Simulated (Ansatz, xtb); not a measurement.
## Two isomers of C5H7BrSi

We compare a, `[SiH3][C@@H]1C=CC=C1Br`, a singlet, with b, `[SiH3]C1=C(Br)CC=C1`, a singlet. Both are isolated molecules in the gas phase, relaxed with r2SCAN-D4/def2-SVP.

Quicker runs give these differences E(b) − E(a): GFN2-xTB +0.111 eV; HF/STO-3G −0.162 eV (at GFN2-xTB geometries); r2SCAN-D4/def2-SVP//GFN2-xTB +0.076 eV.

Question: Estimate which is lower in electronic energy at CCSD(T)/def2-SVP + ΔMP2/def2-TZVPP, and by roughly how much.

Answer: CCSD(T)/def2-SVP + ΔMP2/def2-TZVPP gives E(b) − E(a) = +0.085 eV, favouring structure a, but this leans on the basis-set step: CCSD(T) alone gives +0.043 eV.

How the difference moves with the method:

```
                             level            geometry  E(b) − E(a) (eV)  departure from the last row (eV)  job, with rough time for the two
                          GFN2-xTB            GFN2-xTB              +0.111                            +0.026              optimisation, 0.16 s
                         HF/STO-3G            GFN2-xTB              −0.162                            −0.248              single point, 0.58 s
      r2SCAN-D4/def2-SVP//GFN2-xTB            GFN2-xTB              +0.076                            −0.009               single point, 3.7 s
                r2SCAN-D4/def2-SVP  r2SCAN-D4/def2-SVP              +0.086                            +0.001                optimisation, 36 s
                       HF/def2-SVP  r2SCAN-D4/def2-SVP              −0.032                            −0.118           part of the CCSD(T) run
                      MP2/def2-SVP  r2SCAN-D4/def2-SVP              +0.115                            +0.030           part of the CCSD(T) run
                  CCSD(T)/def2-SVP  r2SCAN-D4/def2-SVP              +0.043                            −0.043                      single point
CCSD(T)/def2-SVP + ΔMP2/def2-TZVPP  r2SCAN-D4/def2-SVP              +0.085                                                  single point, 89 s
```

As drawn, both hold the same kinds of bond in the same numbers.

HF/STO-3G, HF/def2-SVP put the two in the other order. The largest departure from CCSD(T)/def2-SVP + ΔMP2/def2-TZVPP is that of HF/STO-3G, 0.248 eV. The last row adds to CCSD(T) the change of the MP2 difference between the two basis sets, here +0.043 eV.

With thermal terms from frequencies at re-optimised GFN2-xTB minima (ideal gas, soft modes damped towards free rotors, one conformer each, 298.15 K, 1 atm): the zero-point term adds −0.015 eV; ΔH is +0.078 and ΔG +0.057 eV.

The correlated steps freeze 19 core orbitals; the filled d shell of Br is correlated, in a basis made for valence electrons. Mirror images aren't counted in ΔG. Codes used: Ansatz 0.2.0, xtb 6.7.1; the last row on 2 threads of AMD EPYC 9R45 96-Core Processor (Zen 5) on a shared host.

The calculation gives a slight preference for the 5-silylcyclopentadiene a over the vinylsilane b. Both keep the conjugated ring diene and a vinylic bromine, so the main change is silicon moving from a saturated ring carbon to an unsaturated one. In a, the high-lying, polarisable C–Si σ bond can overlap with the diene π system. This hyperconjugation probably outweighs the stronger bond that silicon forms to an sp² carbon in b, in line with the known preference of silylcyclopentadienes for the allylic position.

Electron correlation decides the order: in the same basis and at the same geometries, the difference moves from −0.032 eV with HF to +0.043 eV with CCSD(T). MP2 overshoots this shift, at +0.115 eV, which suggests that it exaggerates the differential correlation of the delocalised electrons.

The free-energy gap of +0.057 eV is small enough that both isomers would be present in appreciable amounts if they equilibrated at room temperature. Whether they do depends on the barriers to hydrogen migration around the ring, which these energies don't address.
